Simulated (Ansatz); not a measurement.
## Ge₂Sb₂Te₅ (P-3m1), a vibration from a frozen displacement

Level of theory: DFT PBEsol, scalar-relativistic, plane waves, PAW (Ansatz 0.2.0). The runs took a 420 eV cutoff, a Γ-centred 12×12×4 mesh and Gaussian smearing (0.15 eV). Spin–orbit coupling is left out, which matters for the heavy elements here. No spin polarisation. Energies are free energies at this smearing, counted from the undisturbed cell; pressure is positive in compression.

The undisturbed cell (relaxed at this level; it needn't be the usual structure):

```xyz
9
Lattice="4.2017 0.0000 0.0000 -2.1009 3.6388 0.0000 0.0000 0.0000 17.1061" Properties=species:S:1:pos:R:3 pbc="T T T"
Ge    0.0000    0.0000    5.7837
Ge    0.0000    0.0000   11.3224
Sb    0.0000    2.4259    1.9962
Sb    2.1009    1.2129   15.1099
Te    0.0000    0.0000    0.0000
Te    0.0000    2.4259   13.3608
Te    2.1009    1.2129    3.7452
Te    0.0000    2.4259    7.1962
Te    2.1009    1.2129    9.9099
```

Every Sb atom is moved by x along the Cartesian unit vector (1.000, 0.000, 0.000); the cell and all other atoms stay fixed. The cell's volume is 261.54 Å³; the moved atoms weigh 243.520 u together and the others 783.260 u.

```csv
x (Å),ΔE (meV/cell),total force on the moved atoms along the move (eV/Å),pressure (GPa)
-0.1000,24.62,0.4978,0.0834
-0.0500,6.10,0.2448,0.0176
0.0000,0.00,0.0000,-0.0043
0.0250,1.52,-0.1218,0.0012
0.0750,13.78,-0.3698,0.0451
```

What frequency belongs to this motion?

The force constant is k = −dF/dx = 4.880 eV/Å², from the parabola through x = -0.0500, 0 and 0.0250. In every cell the moved atoms swing against the rest, so the mass is μ = m₁m₂/(m₁ + m₂) = 185.765 u, and ν̃ = 521.5 cm⁻¹ × √(|k|/μ) = 85 cm⁻¹. The pattern needn't be a normal mode: ν̃² is then a weighted mean of the squared nonzero frequencies at the zone centre of this cell, so it lies between the lowest and the highest of them.

How far does the harmonic law reach?

At x = -0.100 Å, kx²/2 = 24.40 meV against the computed 24.62 meV (+0.9 %): the well is still close to harmonic there.

In a metal these slopes depend on the k mesh and the smearing.

The Sb sublattice sits in a stable, nearly harmonic well for this in-plane shift, with no sign of off-centring along the path. The low frequency of 85 cm⁻¹ reflects heavy atoms joined by fairly soft Sb–Te p bonds. Moving Sb sideways shortens some of these bonds while stretching others, and the growing short-range repulsion probably accounts for the slight stiffening at larger displacement.

Pressure rises with displacement in either direction, so at fixed cell shape the force constant increases on compression, the usual sign of a positive Grüneisen response. Because both Sb atoms move the same way, the pattern is odd under inversion. It therefore samples polar, infrared-active in-plane modes and not the Raman-active ones.

In this cell Ge lies next to the Te–Te gap and Sb further inside the block, whereas the ordering generally found most stable has Sb beside the gap. The value thus belongs to this stacking, and the different Sb environment in the other could shift it.
